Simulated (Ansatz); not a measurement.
**Ligand exchange: Y(CH3)2F + SiH2(CH3)(OH) → Y(CH3)2(OH) + SiH2(CH3)F**

Species: Y(CH3)2F, singlet; SiH2(CH3)(OH), singlet; Y(CH3)2(OH), singlet; SiH2(CH3)F, singlet. The partners trade F for OH: Y–F and Si–OH bonds give way to Y–OH and Si–F.

Shapes, held fixed at every level: PBE0-D4/def2-TZVP. Flexible molecules stand in one conformer, not always the lowest. Programs: Ansatz 0.2.0. Electronic energies: no zero-point or thermal term.

```
               level                    kind  ΔE (kJ/mol)  less CCSD(T)/def2-TZVPP
       HF/def2-TZVPP            Hartree–Fock         +5.1                     +0.7
   PBE-D4/def2-TZVPP                     GGA        +17.1                    +12.7
r2SCAN-D4/def2-TZVPP                meta-GGA        +13.9                     +9.5
  wB97M-V/def2-TZVPP  range-separated hybrid        +10.0                     +5.6
      MP2/def2-TZVPP     perturbation theory         +2.8                     -1.6
       CCSD/def2-SVP   coupled cluster or CI         +8.6                     +4.2
  CCSD(T)/def2-TZVPP   coupled cluster or CI         +4.4                      0.0
```

The highest level, CCSD(T)/def2-TZVPP, gives ΔE = +4.4 kJ/mol; the levels span +2.8 to +17.1. The column of differences is taken from that level and isn't an error. No measured value is set beside it here. For atoms past krypton def2 sets carry core potentials with scalar relativity. Correlated rows may include outer-core shells of Y, which these sets cover unevenly.

Every level places the exchange slightly uphill, so fluoride on yttrium with hydroxide on silicon is the preferred pairing, but only by +4.4 kJ/mol at the highest level. The near balance is expected: yttrium(III) and silicon are both hard, electropositive centres that bind fluoride and hydroxide strongly, and the reaction preserves the number of each metal–ligand and silicon–ligand bond, so large bond energies almost cancel. The remaining preference probably reflects the more ionic yttrium bond, which favours the compact fluoride, while silicon retains a strong, partly covalent bond to oxygen.

The three density functionals all exceed the coupled-cluster reference, PBE-D4 most, perhaps because they describe ionic and covalent polar bonds unevenly. Hartree–Fock's closeness to that reference shows that correlation contributes little net to the exchange, not that it is small in the individual bonds. The results concern isolated monomers; bridging through fluoride or hydroxide, common for such coordinatively unsaturated yttrium species, could easily outweigh so small a preference.
